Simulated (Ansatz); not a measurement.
## V8N: do energies and stresses tell the same story?

Method: DFT PBEsol, scalar-relativistic, plane waves, PAW (Ansatz).

Cutoff 420 eV; k points 4×4×12 on the computed 18-atom cell (Γ-centred); Gaussian smearing, width 0.10 eV; no spin polarisation.

Relaxed cell: P4_2/mnm, a = 8.615 Å, b = 8.615 Å, c = 2.941 Å, α = 90.00°, β = 90.00°, γ = 90.00°, 18 atoms in the primitive cell. Whether it is the stable form of this composition wasn't checked.

Energies at zero smearing and pressures from the stress tensor, at volumes with shape and atoms relaxed:
| V (Å³/atom) | E − E(first) (meV/atom) | P (GPa) |
| --- | --- | --- |
| 10.669 | 0.00 | 35.76 |
| 11.033 | -68.35 | 24.75 |
| 11.396 | -113.46 | 15.25 |
| 11.760 | -138.48 | 7.04 |
| 12.124 | -146.19 | -0.03 |
| 12.488 | -138.97 | -6.10 |
| 12.851 | -118.94 | -11.32 |
| 13.336 | -75.43 | -17.12 |

Task: Check P = −dE/dV between neighbouring volumes, and get the bulk modulus from the pressures alone.

Result: With 1 eV/Å³ = 160.2 GPa:
```tsv
middle V (Å³/atom)	−ΔE/ΔV (GPa)	mean P (GPa)
10.851	30.106	30.255
11.215	19.872	20.001
11.578	11.024	11.146
11.942	3.396	3.509
12.306	-3.180	-3.065
12.670	-8.826	-8.710
13.094	-14.374	-14.217
```

The two differ by 0.16 GPa at most. The mean of two end pressures misses the average over a step by about ΔV² P″/12, up to 0.13 GPa here; with that taken off 0.05 GPa remains. The stress is the derivative of the free energy, not of the energy at zero smearing, and with free energies 0.00 GPa remains. Around V = 12.124 Å³/atom, the two neighbours give B = −V ΔP/ΔV = 12.124 × 13.15 / 0.727 = 219.1 GPa, against B0 = 218.2 GPa from the Birch–Murnaghan fit of the energies.

A ferromagnetic start lost its moments in a first run, so spin was left out; other magnetic orders weren't tried.

Cost: 9 runs of about 2.4 core-hours in all, on Intel Xeon Processor @ 2.50GHz (Skylake/Cascade Lake) (shared hosts).

Energies and stresses describe the same equation of state. The mean pressure lies slightly above the energy slope in every interval, mostly because the pressure curve is convex: compression raises the electrons' kinetic energy and the overlap repulsion ever more steeply. The small remainder fits a metal whose d bands narrow on expansion, which probably raises the density of states at the Fermi level and with it the smearing entropy. Its closure with free energies also suggests that Pulay stress from the finite basis is negligible.

The bulk moduli of 219.1 and 218.2 GPa therefore reflect the same curvature, not two independent measures of the material's stiffness. That stiffness is what one expects of a vanadium-rich interstitial nitride, where partly filled d states give strong metal–metal cohesion and V d–N p bonding adds resistance to compression. The agreement doesn't test the functional or the k-point sampling, whose errors enter energy and stress alike.
